# The linearised SRH lifetime: what one curve fixes and what it leaves open

## The groups

Take one defect level with Shockley–Read–Hall kinetics and non-degenerate carriers. The net recombination rate is

$$U=\frac{np-n_i^2}{\tau_p(n+n_1)+\tau_n(p+p_1)},\qquad \tau_{n,p}=\frac{1}{N\sigma_{n,p}v_{n,p}},$$

with $n_1=N_c e^{-(E_c-E_t)/k_BT}$ and $p_1=N_v e^{-(E_t-E_v)/k_BT}$, so that $n_1p_1=n_i^2=n_0p_0$. I absorb the degeneracy factor into $E_t$, so the level depths are free energies of ionisation. The lifetime is $\tau=\Delta n/U$, and for now $\Delta n=\Delta p$.

The inputs are two times and five densities ($n_0,p_0,n_1,p_1,\Delta n$) tied by one relation. Six independent quantities and two dimensions leave four groups for $\tau/\tau_n$:

$$k=\frac{\tau_p}{\tau_n},\quad X=\frac np,\quad a=\frac{n_1}{p_0},\quad \epsilon=\frac{n_0}{p_0},\qquad\text{and then}\quad b\equiv\frac{p_1}{p_0}=\frac{\epsilon}{a}.$$

The density $N$ hides in $\tau_n$ and never separates from $\sigma_n$.

## The straight line

Since $np-n_i^2=\Delta n\,(p+n_0)$, dropping $n_0$ gives $\tau=\tau_n+\tau_pX+(\tau_pn_1+\tau_np_1)/p$. With $n=\Delta n$ and $p=p_0+\Delta n$ we have $1-X=p_0/p$, hence

$$\tau=\tau_n+\tau_pX+(\tau_pn_1+\tau_np_1)\frac{1-X}{p_0},\qquad \frac{\tau}{\tau_n}=1+\gamma+(k-\gamma)X,\qquad \gamma=ka+b .$$

The ends are $\tau(0)=\tau_n(1+\gamma)$ and $\tau(1)=\tau_n(1+k)$. The level enters only through $\gamma$. The one number free of $N$ is

$$\rho=\frac{\tau(0)}{\tau(1)}=\frac{1+\gamma}{1+k}.$$

**Question: You drop $\epsilon$ but keep $b=\epsilon/a$. Is that consistent?**

Yes. For a level near the valence band $a$ is as small as $\epsilon$ and $b$ is of order one. Keeping $n_0$, we use $p-n=p_0-n_0$ and get exactly

$$\frac{\tau}{\tau_n}=\frac{(1+kX)(1-\epsilon)+\gamma(1-X)}{1-\epsilon X}=1+\gamma+(k-\gamma)X-\epsilon(1-X)\left[1+(k-\gamma)X\right]+O(\epsilon^2).$$

The leading curvature is $2\epsilon(k-\gamma)$, that is $2\epsilon$ times the slope. The crossover lies at $p_0\sim n_i$. Even there linearity survives in the variable $Y=\Delta n/(n_0+p_0+\Delta n)$, for which $\tau=\tau_0(1-Y)+(\tau_n+\tau_p)Y$ holds exactly, with $\tau_0$ the zero-injection lifetime.

## Inputs for titanium in p-Si

The gap is 1.12 eV at 300 K (compiled value, Wing 2021), with a typical slope of $-0.25$ meV/K. The other inputs are typical or approximate: $N_c=2.86\times10^{19}$ and $N_v=3.10\times10^{19}$ cm$^{-3}$ at 300 K, both scaled as $T^{3/2}$; the donor level (0/+) of interstitial Ti at $E_c-0.27$ eV; $\sigma_n=3.1\times10^{-14}$ cm$^2$; $k=22$; one thermal velocity, $1.1\times10^7$ cm/s at 300 K, for both carriers. The model holds the depth and $k$ fixed in temperature. I choose a free-hole density $p_0=10^{16}$ cm$^{-3}$ at all temperatures and $N=10^{12}$ cm$^{-3}$.

At 300 K the model gives $\tau_n=2.93$ µs, $\tau(0)=8.3$ µs and $\tau(1)=67$ µs. Its intrinsic density is $1.2\times10^{10}$ cm$^{-3}$ at 300 K and $5.8\times10^{12}$ cm$^{-3}$ at 400 K. In the worst case, 400 K, $\epsilon=3.4\times10^{-7}$ and $b/ka=5\times10^{-9}$. So $\gamma=ka$ throughout.

| $T$ (K) | $n_1$ (cm$^{-3}$) | $\gamma$ | slope $k-\gamma$ | $\rho$ | $1/\rho-1$ | mirror $E_t'-E_v$ (eV) |
|---|---|---|---|---|---|---|
| 250 | $7.85\times10^{13}$ | 0.173 | 21.8 | 0.0510 | 18.6 | 0.205 |
| 300 | $8.33\times10^{14}$ | 1.83 | 20.2 | 0.123 | 7.12 | 0.192 |
| 350 | $4.67\times10^{15}$ | 10.3 | 11.7 | 0.490 | 1.04 | 0.179 |
| 400 | $1.75\times10^{16}$ | 38.4 | $-16.4$ | 1.71 | negative | 0.166 |

The third figure shows the model's arithmetic only. The last two columns are explained below.

## Regimes

**Injection.** $X=\Delta n/(p_0+\Delta n)$ is $(\Delta n/p_0)(1-\Delta n/p_0)$ at low injection and $1-p_0/\Delta n$ at high injection. The lifetime doubles from its low-injection value at $X=(1+\gamma)/(k-\gamma)$, provided this lies between 0 and 1. That is $X=0.054$ at 250 K and $0.14$ at 300 K, the latter at $\Delta n=1.6\times10^{15}$ cm$^{-3}$. For large $k$ low injection ends well before $\Delta n=p_0$.

**Level position.** The sum $\gamma=ka+\epsilon/a$ is smallest at $a=\sqrt{\epsilon/k}$, where it equals $2\sqrt{k\epsilon}$, or $1.1\times10^{-5}$ at 300 K. It stays below about one between $E_c-k_BT\ln(kN_c/p_0)$ and $E_v+k_BT\ln(N_v/p_0)$. At 300 K these edges are $E_c-0.286$ eV and $E_v+0.208$ eV. Across this band, 0.63 eV wide, the lifetime hardly depends on $E_t$. The Ti donor sits just outside its upper edge.

**Small $\gamma$: cold or heavily doped.** Thermal re-emission is frozen out, and

$$\frac1\rho-1=\frac{k-\gamma}{1+\gamma}=k-(1+k)\gamma+O(\gamma^2).$$

The curve reports $k$ and nothing about the level. At 250 K the apparent ratio 18.6 is still 15 per cent below the input.

**Large $\gamma$: hot or lightly doped.** A captured electron is re-emitted $\gamma$ times for each hole captured, and

$$\rho=a\,\frac{1+1/\gamma}{1+1/k}\approx a\left(1+\frac1\gamma-\frac1k\right)\quad(k\gg1).$$

Now $k$ drops out at leading order and the curve reports the level. For small $k$ instead, $\rho\approx(1+b)\,[1-k]+ka$, and an upper-half level is visible only once $a\gtrsim1/k$.

**Crossovers in temperature.** The first is $\gamma=1$. The second is the flat curve, $\gamma=k$, which for an upper-half level means $n_1=p_0$ whatever $k$ is. With $u=(E_c-E_t)/k_BT$ and subscript 300 for values at 300 K, the flat curve occurs at $u=\tfrac32W\!\left[\tfrac23u_{300}(N_{c,300}/p_0)^{2/3}\right]$, where $W$ is the Lambert function; replacing $p_0$ by $p_0/k$ gives the first crossover. For $p_0=10^{16}$ cm$^{-3}$ they fall at 285 K and 377 K, for $10^{15}$ cm$^{-3}$ at 241 K and 305 K. The first doping thus puts all three regimes inside 250–400 K.

**Question: Can I read 0.27 eV off an Arrhenius plot of $\rho$?**

Only with two corrections. The local slope is $-d\ln\rho/d(1/k_BT)=(E_c-E_t+\tfrac32k_BT)\,\gamma/(1+\gamma)$. At 350 K it is 0.287 eV, the two corrections partly cancelling.

## The degeneracy

A line gives $\tau(0)$ and $\tau(1)$. The unknowns are $\tau_n$, $k$ and $E_t$. Pick any trial level with its $a'$ and $b'$, and solve $\rho(1+k')=1+k'a'+b'$:

$$k'=\frac{1-\rho+b'}{\rho-a'},\qquad \tau_n'=\frac{\tau(1)}{1+k'} .$$

Every trial level with $k'>0$ reproduces the curve exactly. For $\rho<1$ the deep levels form a plateau at $k'=1/\rho-1$, which is a lower bound on the capture ratio. At 300 K the Ti curve is matched by a level at $E_c-0.40$ eV with $k'=7.15$, or by one at $E_v+0.20$ eV with $k'=18.1$. On the plateau $\tau_n'=\tau(0)$, so $N\sigma_n$ comes out too small by $1+\gamma$, a factor 2.8.

The pole at $a'=\rho$ is useful. Consider upper-half levels, $b'\approx0$. If $\rho<1$, positivity needs $a'<\rho$, so the depth exceeds $k_BT\ln(N_c/\rho p_0)$. If $\rho>1$ the inequality reverses. The model curves give a depth above 0.260 eV at 300 K, above 0.269 eV at 350 K and below 0.271 eV at 400 K. This bracket needs a fixed depth and a single level, and no assumption about $k(T)$.

## Doping series

$$\rho=\frac{1}{1+k}+\frac{kn_1+p_1}{1+k}\,\frac1{p_0}$$

is again a straight line, and $N$ may vary between wafers. At 300 K the intercept is 0.0435 and the slope $8.0\times10^{14}$ cm$^{-3}$. The dopings should straddle $kn_1=1.8\times10^{16}$ cm$^{-3}$: $\rho$ runs from 0.84 at $10^{15}$ to 0.051 at $10^{17}$ cm$^{-3}$. Because $\delta k=-(1+k)^2\,\delta(\text{intercept})$, ten per cent on $k$ needs the intercept to $\pm0.004$.

**Question: So a doping series settles all three unknowns?**

It settles $\tau_n$, $k$ and $\gamma$. The level then follows from $ka^2-\gamma a+\epsilon=0$, which has two roots with product $\epsilon/k$. The second root has $p_1'=kn_1$ exactly, so

$$E_t'-E_v=(E_c-E_t)-k_BT\ln\frac{kN_c}{N_v}.$$

This mirror level is the last column of the table. An n-type wafer does not remove it, because its lifetime contains the same combination $\tau_pn_1+\tau_np_1$.

**Question: The mirror drifts with temperature and the true level does not. Doesn't that decide?**

It decides only if you know which band edge the level follows. Here $\ln(kN_c/N_v)=3.01$, so the mirror moves toward $E_v$ at 0.26 meV/K. In thermodynamic terms it has the same ionisation enthalpy, 0.27 eV, and an entropy of $3.0\,k_B$. The gap itself shrinks by 0.25 meV/K, which is $2.9\,k_B$. Measured from the conduction band the mirror therefore stands almost still: 0.927 eV at 250 K and 0.929 eV at 400 K. A lower-half level that tracks $E_c$ is a perfectly plausible object. The two drifts coincide for $k\approx20$, so with these inputs temperature cannot choose the half of the gap. The mirror's entropy is $k_B\ln(kN_c/N_v)$ in general. It vanishes at $k=N_v/N_c=1.1$, where the mirror sits at a fixed $E_v+0.27$ eV and tracks the valence band just as the true level tracks the conduction band. Across $1\lesssim k\lesssim20$ the entropy lies between zero and the gap's, and the mirror is as plausible as the true level. It can be argued away only for $k\ll1$, where its entropy is negative, or for $k\gg20$, where it lies well above the gap's. Otherwise one needs an independent probe of which carrier is emitted, such as capacitance transients.

## What bends the line

**Trapping.** Electrons held on the donors change neutrality to $p-n=p_0+Nf$, with $f$ the occupation. Only $1/p=(1-X)/(p_0+Nf)$ is affected, by at most $N/p_0=10^{-4}$. A conductance measurement that assumes $\Delta p=\Delta n$ is off by up to about $N/\Delta n$, one per cent at $10^{14}$ cm$^{-3}$.

**Auger recombination.** With a typical ambipolar coefficient $C_a=1.7\times10^{-30}$ cm$^6$/s, the high-injection lifetime $1/(C_a\Delta n^2)$ equals the model's $\tau(1)$ at 300 K near $\Delta n=9.3\times10^{16}$ cm$^{-3}$, or $X=0.90$. So $\tau(1)$ is an extrapolation, made after the Auger and surface rates have been subtracted.

**Question: Titanium has a second donor level. Can you ignore it in p-type material?**

Not in general, and this is the largest neglected term. Take approximate inputs for the (+/++) level: $E_v+0.26$ eV, $\sigma_{n2}=1.3\times10^{-14}$ cm$^2$, capture ratio $k_2=460$, all fixed in temperature. Let $s=\sigma_{n2}/\sigma_n=0.42$, $g=\gamma(1-X)$ and $q=b_2(1-X)$, with $b_2=(N_v/p_0)\,e^{-0.26\,\mathrm{eV}/k_BT}$. The three charge states form a chain, so in steady state each link balances separately. Neglecting hole emission from the upper level and electron emission from the lower,

$$r_0=\frac{N^0}{N^+}=\frac{kX}{1+g},\qquad r_2=\frac{N^{++}}{N^+}=\frac{1}{k_2X+q}.$$

The two rates are $\Delta n\,\sigma_nv\,N^+/(1+g)$ and $\Delta n\,\sigma_nv\,N^+s\,r_2$, and $N^+=N/(1+r_0+r_2)$, so

$$\frac{\tau}{\tau_n}=\frac{1+r_0+r_2}{1/(1+g)+s\,r_2}.$$

For $r_2\to0$ this returns $1+g+kX$, our line. In the dark at 300 K, $b_2=0.133$ and $r_2=7.5$: most of the Ti is doubly charged. The ratio of this lifetime to the single-level line is:

| $T$ (K) | $X\to0$ | $X=0.1$ | $X=0.5$ |
|---|---|---|---|
| 250 | 2.01 | 1.00 | 1.00 |
| 300 | 0.86 | 0.99 | 1.00 |
| 400 | 0.19 | 0.78 | 0.97 |

The line is recovered when $X\gg1/k_2=0.0022$, which empties the ++ state, and $X\gg s(1+\gamma)/k_2$, which makes the second channel slow. The latter bound is 0.0026 at 300 K and 0.036 at 400 K. At 300 K a chord between $X=0.1$ and $0.5$ has slope 20.2 in units of $\tau_n$, the single-level value. At 400 K the same chord has slope $+1.9$ where the single level gives $-16.4$. The sign change and the upper end of my energy bracket are then lost unless both levels are fitted. Hole capture at the lower level is typically described as thermally activated, which would lower $k_2$ on heating and enlarge the effect.

The acceptor level, at approximately $E_c-0.08$ eV, is also left out. Its rate relative to the donor's is at most the ratio of their hole capture coefficients times $n/n_{1,A}$, where $n_{1,A}$ is its own $n_1$. That last factor is 0.02 at 250 K and $n=10^{16}$ cm$^{-3}$, so it matters if its hole cross section is some tens of times larger.

**Question: How far should I trust the microseconds?**

They are the model's. A few microseconds at $10^{12}$ Ti per cm$^3$ is the typical order for this impurity, but quoted cross sections typically scatter by a factor of a few, and they change with temperature, which the model ignores. The structural statements do not depend on that scatter. Fit in the window above the two-level crossover and below the Auger onset. Use cold or heavily doped samples for $k$ and hot or lightly doped ones for $kn_1+p_1$. Report the level together with its mirror.